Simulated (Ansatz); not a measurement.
# A series in volume scale on Si

Periodic Kohn-Sham DFT of a crystal at fixed atoms, scaled to volume_scale times the given cell; pressure positive in compression, energy less spherical unpolarised free atoms, largest_vzz the field gradient of largest size among the nuclei. The results are calculated, by Ansatz 0.2.0.

The cell before it is scaled or strained (space group Fd-3m, No. 227):
```
Si
1.0
      0.0000     2.7155     2.7155
      2.7155     0.0000     2.7155
      2.7155     2.7155     0.0000
Si
2
Direct
  0.50000 0.50000 0.50000
  0.75000 0.75000 0.75000
```

Settings of every row: method all-electron PAW; functional LDA; relativity scalar; k mesh 11x11x11; filling fermi-dirac; smearing width 0.08 eV; nucleus gaussian.

Atom start moment: 0 on all atoms.

Limits: small gap, it may come from the mesh.

```csv
row,volume scale,V (Å³/atom),pressure (GPa)
1,0.94,18.822,4.785
2,0.9405,18.833,4.723
3,0.96,19.223,2.444
4,0.98,19.623,0.338
5,0.99,19.824,-0.633
6,1,20.023,-1.554
7,1.01,20.224,-2.427
8,1.02,20.424,?
9,1.04,20.825,-4.78
```

Question: what pressure should row 8 give?

Worked fit of pressure. Take u = (V_r/V)^(2/3) − 1 with V_r = 19.724 Å³ an atom, which is twice the finite (Eulerian) strain; such expansions in the strain, on which the Birch-Murnaghan equation of state is built, carry the rest volume and the bulk modulus. The shown rows have u = 0.0317, 0.0313, 0.0173, 0.00343, -0.00337, -0.00998, -0.01655, -0.03556. Least squares give pressure = −0.1565 + 143.716 × u + 385.85 × u² GPa; a straight line predicts inner rows, each left out in turn, worse (root mean square 0.18 against 0.0038 GPa). The rows lie off it by -0.002, 0.003, -0.001, -0.003, 0.003, -0.002, 0.002, -0.001. The pressure vanishes at u = 0.0011, or V = 19.69 Å³ an atom, and there the bulk modulus at fixed shape and fractions is B = −V dP/dV = (2/3)(1 + u) dP/du = 96.5 GPa. The withheld row has u = -0.02298, so the fit gives −0.1565 + 143.716 × (-0.02298) + 385.85 × (-0.02298)² = -3.255 GPa.

The calculation gave -3.254 GPa. The fit lies 0.001 GPa (0.01 % of the column's range) below it, one unit of the last digit.
